Q: I need the band gap of InAs for a detector layer, and I computed it with r2SCAN at several volumes. The gap comes out as zero at the volume where the pressure vanishes, and it stays zero when I stretch the crystal. Is that a metal, or has something gone wrong?

Ansatz 0.2.0, r2SCAN with spin–orbit coupling, for zinc-blende InAs strained equally in all directions. Plane waves with PAW potentials, cutoff 500 eV, 8×8×8 k mesh, Fermi–Dirac smearing of width 0.02 eV; the band edges were also searched for between the mesh points.

```
volume (Å³/atom)  shortest distance (Å)  band gap (eV)  least direct gap (eV)
          25.216                  2.540          0.646                  0.646
          26.012                  2.566          0.477                  0.477
          26.825                  2.592          0.308                  0.308
          27.654                  2.619          0.141                  0.141
          28.501                  2.645          0.000                  0.000
          29.364                  2.672          0.000                  0.000
          30.245                  2.698          0.000                  0.000
          31.144                  2.725          0.000                  0.000
          32.060                  2.751          0.000                  0.000
```

A: Something has gone wrong, since real InAs is a semiconductor with a gap of roughly 0.4 eV (a recalled value). Before asking why, look at how the zero is reached. What does the gap do as you stretch the compressed crystal?

Q: It falls by about 0.17 eV for each per cent of length. With the edge one per cent shorter than at rest, it is still 0.14 eV. Then it is zero, and nothing changes any more.

A: That sharp bend is the first sign. Two levels are approaching each other at a steady rate, and unless they can mix, there is no reason for them to stop when they meet. A gap, however, is reported as the distance from the highest filled level to the lowest empty one, so it has no negative values. A straight fall followed by a flat line at zero therefore suggests that the levels have crossed and that the column has lost the sign.

Q: Couldn't it be an ordinary semimetal, where the valence band in one direction rises above the conduction band in another?

A: Then the least direct gap, taken at one and the same wave vector, would normally stay open. Here it is zero in every row in which the band gap is zero. Filled and empty states meet at a single point, the zone centre $\Gamma$.

Q: Wherever the gap is zero, it's also smaller than the smearing width of 0.02 eV. I had taken that as the explanation.

A: That is true, and a reason to be careful with those rows, but it isn't the diagnosis. Smearing spreads electrons over levels that lie within a few hundredths of an eV of each other; it doesn't make the levels coincide. The way the electrons are spread is useful, though, because it shows the order of the levels. In the row at 26.012 Å³/atom there is an empty pair of states above the gap at $\Gamma$. At the rest volume, 28.501 Å³/atom, a pair lies just below a group of four, and both are partly filled.

Q: Can you tell how far below?

A: Yes, from the Fermi–Dirac law. A level with occupation $f$ lies below the Fermi level by $w\ln[f/(1-f)]$, where $w$ is the smearing width of 0.02 eV. The pair has $f=0.82$ and the group of four has $f=0.59$, so the pair lies lower by

$$0.02\ \text{eV}\times\left(\ln\frac{0.82}{0.18}-\ln\frac{0.59}{0.41}\right)\approx 0.02\ \text{eV}.$$

The order is already reversed at the rest volume, though only just.

Q: Why should a reversed order give a gap of exactly zero, and not a small gap of the opposite sign?

A: Because of symmetry and counting. With spin–orbit coupling, the p-like valence top of a zinc-blende crystal is a quartet: four states that cubic symmetry holds at one energy. The s-like conduction edge is a doublet. In the normal order four electrons fill the quartet and the doublet is empty. Once the doublet has sunk below, it takes two of those electrons and leaves the quartet half full.

The highest filled and the lowest empty level are then the same level, and the gap is zero however deep the doublet sinks. Stretching the crystal equally in all directions keeps the cubic symmetry, so it can't split the quartet. The Fermi level confirms this picture: in all four stretched rows it sits where the edge level is half filled. You have a zero-gap semimetal with inverted bands.

Q: Why does stretching push the doublet down in the first place?

A: The s-like state at $\Gamma$ is antibonding: its wave changes sign between an indium atom and its arsenic neighbours. The p-like quartet is bonding. When the atoms come closer, their orbitals overlap more, which drives the antibonding level up relative to the bonding one. When they move apart, the splitting shrinks and the s-like level comes down towards the p-like one. The calculation shows the shift and the grouping of the levels; their s and p character and this account of the shift are standard bonding theory.

Q: Can I turn that into a number?

A: Let $\Delta$ be the energy of the doublet minus that of the quartet, positive in the normal order. For small changes of the volume $V$ it shifts in proportion to the relative volume change:

$$\Delta(V)=\Delta(V_0)+a\,\ln\frac{V}{V_0}.$$

Here $V_0$ is the rest volume and $a$ is called the deformation potential of the gap. A straight line through the four rows with an open gap gives $a\approx-5.5$ eV. One per cent in length is three per cent in volume, so each per cent of stretching costs about 0.16 eV.

Q: Then let me try the rest volume. I start from the row that is one per cent shorter, with 0.14 eV, and take off 0.16 eV. That gives about −0.02 eV.

A: And that is the separation we read from the occupations. Your starting row belonged to the fit, but the rest volume did not, so the agreement is a fair test of the line through the crossing. Farther out the line is an extrapolation. At four per cent stretching it puts the doublet about 0.7 eV below the quartet, and only the inverted order is confirmed there, not that depth. The analysis printed below gives the line for every row.

Q: So the crossing itself is sound physics, and it merely happens at the wrong volume?

A: Yes. A sufficiently stretched InAs crystal should invert, but the calculation lets it happen before the crystal has even expanded to its rest volume. There are two possible sources of the error. The calculated lattice may be too long, or the levels may be wrong at a given lattice.

Q: How do I separate them?

A: Use the table as a ruler. The measured cube edge is, as a rough recalled figure, one per cent shorter than the calculated one. The row compressed by one per cent has a gap of 0.14 eV, still about 0.26 eV short of the measured gap. The long lattice thus accounts for less than half of the shortfall, and the larger part remains when the lattice is about right.

Q: And that remainder is the fault of the functional?

A: Most probably. Spin–orbit coupling is already included. The vibrations of the atoms are left out, but they normally reduce a gap of this kind, so including them would make the disagreement worse. The potentials and the cutoff weren't varied in these runs, so they may have a share. The main suspect is a well-known weakness of semilocal functionals, which build the exchange energy from the electron density and related quantities at each point.

In such a functional an electron partly repels itself, most of all in a compact shell. The filled 4d levels of indium therefore lie too high, and by mixing with the p-like valence top they push it up. The levels also lack at least part of the jump in potential that an added electron should feel, so the empty ones lie too low. Both effects narrow the gap. r2SCAN reduces the error compared with simpler functionals but doesn't remove it. This part is theory; your runs show the size of the shortfall, not its origin.

Q: An error of a few tenths of an eV doesn't sound dramatic.

A: In a wide-gap material it would only make the gap too small. Here the errors of the lattice and of the levels are together as large as the gap itself, so they change the kind of material: a semiconductor becomes a semimetal. Neither would do so alone. With the lattice about right, your table still shows an open gap of 0.14 eV, and the long lattice by itself would take away less than half of the measured gap. For a similar crystal with an s-like conduction edge and a p-like valence top, compare the expected gap with the usual error of the functional, including the part that comes through the lattice. If the two are of the same size, check the order of the levels before you trust any gap.

Q: Could I simply compress the cell until the gap is right?

A: You could reach 0.4 eV by shortening the edge by about 2.5 %, but that corresponds to a pressure of roughly 5 GPa. You would have the right gap in the wrong crystal, with bonds that are too short and a large stress. It is better to keep the measured lattice and use a method that treats exchange more fully, such as a screened hybrid functional; an unscreened one with a fixed quarter of exact exchange is expected to overshoot a gap this narrow.

Q: Is anything in my data still of use for the detector?

A: The slope probably is. An error that shifts the levels by nearly the same amount at each volume would drop out of a difference between volumes, although these runs can't show that the error is that steady. The measured deformation potential is roughly −6 eV, again a recalled figure, and your line is about a tenth smaller in size. So you may use these runs to estimate how the gap responds to a small, even compression, and take the gap itself from experiment or from a better method. A layer strained by its substrate is not compressed evenly: that lowers the cubic symmetry and is expected to split the quartet, so this slope alone won't give its gap.

The analysis program printed:

```
fit of band_gap on 4 rows (band_gap > 0.01): constant -0.02384 +/- 0.00074, coefficient of lnv -5.474 +/- 0.0088; rms 0.00043, worst 26.012 -0.00065, leave-one-out rms 0.00104
  rows outside the fit (model, value, miss): 28.501 -0.02384, 0, -0.0238; 29.364 -0.1871, 0, -0.187; 30.245 -0.3489, 0, -0.349; 31.144 -0.5093, 0, -0.509; 32.06 -0.6679, 0, -0.668
Gap, its slope and the signed line:
     row  length change %  gap eV  slope eV per ln V  filling of edge level  signed line eV
  25.216               -4   0.646                n/a                      1          0.6465
  26.012               -3   0.477             -5.438                      1          0.4763
  26.825               -2   0.308             -5.491                 0.9997          0.3079
  27.654           -1.001   0.141             -5.487                   0.98          0.1413
  28.501                0       0             -4.674                 0.5907        -0.02384
  29.364           0.9993       0                  0                 0.5007         -0.1871
  30.245            1.999       0                  0                  0.501         -0.3489
  31.144                3       0                  0                 0.5015         -0.5093
   32.06                4       0                  0                 0.5021         -0.6679
Gap of row 26.012 rebuilt from the doublet's occupation, eV: 0.4765
Doublet minus quartet at rest volume from occupations, eV: -0.02288
Line at rest volume less that separation, meV: -0.9592
Volume where the line crosses zero, A^3 per atom: 28.38
Crossing volume below rest volume, %: 0.4346
Cubic edge at rest volume, A: 6.109
Shortfall at rest volume against rough measured gap, eV: 0.4229
Shortfall with edge 1 % shorter, eV: 0.259
Rise of signed separation from 1 % shorter edge, eV: 0.1639
Length change needed for a gap of 0.4 eV, %: -2.548
Pressure at that volume, GPa: 5.311
```
